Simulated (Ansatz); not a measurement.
All numbers below come from DFT PBE, scalar-relativistic, plane waves, PAW in Ansatz. All cells share a 420 eV cutoff and Γ-centred k meshes spaced at most about 0.3 Å⁻¹ (about 0.25 or finer for metals, 2π included). No spin polarisation in the final relaxations.

Temperature and zero-point effects are left out.

Two forms of Bi4Te3 were relaxed alike.

A.

```yaml
crystal:
  lattice:
    - [7.35889, 0.00000, 0.00000]
    - [0.00000, 7.35889, 0.00000]
    - [0.00000, 0.00000, 7.97589]
  atoms:
    - { symbol: Bi, position: [0.79602, 0.50000, 0.50000] }
    - { symbol: Bi, position: [0.20398, 0.50000, 0.50000] }
    - { symbol: Bi, position: [0.50000, 0.79602, 0.50000] }
    - { symbol: Bi, position: [0.50000, 0.20398, 0.50000] }
    - { symbol: Te, position: [0.50000, 0.50000, 0.18317] }
    - { symbol: Te, position: [0.50000, 0.50000, 0.81683] }
    - { symbol: Te, position: [0.00000, 0.00000, 0.50000] }
```

B.

```yaml
crystal:
  lattice:
    - [5.85760, 0.00000, 0.00000]
    - [-2.92880, 5.07283, 0.00000]
    - [0.00000, 0.00000, 10.53662]
  atoms:
    - { symbol: Bi, position: [0.33333, 0.66667, 0.35183] }
    - { symbol: Bi, position: [0.33333, 0.66667, 0.64817] }
    - { symbol: Bi, position: [0.66667, 0.33333, 0.64817] }
    - { symbol: Bi, position: [0.66667, 0.33333, 0.35183] }
    - { symbol: Te, position: [0.50000, 0.00000, 0.00000] }
    - { symbol: Te, position: [0.00000, 0.50000, 0.00000] }
    - { symbol: Te, position: [0.50000, 0.50000, 0.00000] }
```

Question: Which form is favoured at zero pressure, and by what margin per atom?

Answer: B is lower, by 141 meV/atom. A has space group P4/mmm (No. 123), 61.7 Å³/atom and no gap on its mesh; B has space group P6/mmm (No. 191), 44.7 Å³/atom and no gap. Counting Te atoms around Bi (those within 1.25 times the shortest such distance or 1.15 times the sum of covalent radii, 1.27 where that leaves under three; a plus sign parts nearer from farther groups; the shortest distance is added where it exceeds 1.18 times the sum of covalent radii), A has Bi 2+2 and B has Bi 3 from 4.1 Å. A holds Te–Te pairs (shortest 2.92 Å); B holds Te–Te nets (shortest 2.93 Å). The denser one is the lower, and pressure would at first widen the difference. Even the lower one lies +0.29 eV/atom against the reference forms of the elements (uncorrected), so neither is stable at this level. Both come from invented guesses. A third cell relaxed alike, in P-6m2, lies 158 meV/atom below the lower of the two. The part of the Crystallography Open Database at hand lists Bi4Te3 in space group No. 166, which no cell shown has.

No dispersion correction is applied, so the spacing and binding between layers, chains or molecules are poorly described (P6/mmm), and this can change margins and order among such cells. These runs have no spin–orbit coupling, which can matter for Bi and Te. Cells relaxed within their symmetry can be saddle points.

B's advantage of 141 meV/atom doesn't come from better Bi–Te bonding, since its nearest Bi–Te contacts, at 4.1 Å, are too long for ordinary bonds. B is effectively separated into double honeycomb sheets of Bi and kagome nets of Te, each held together by homonuclear contacts. A does bring some Te closer to Bi, but leaves the Te at the cell corner in a wide Bi octagon with no neighbour at bonding distance. That nearly unbonded atom probably accounts for much of A's low density and high energy.

The positive energy relative to the elements fits this picture, as neither form gains much from polar Bi–Te bonds. It says nothing against Bi4Te3 as a compound: the known phase stacks Bi bilayers with Bi2Te3-type slabs, in which Bi and Te alternate at bonding distances. The ranking therefore compares two unfavourable arrangements and doesn't identify the ground state, as the lower-lying third cell confirms.
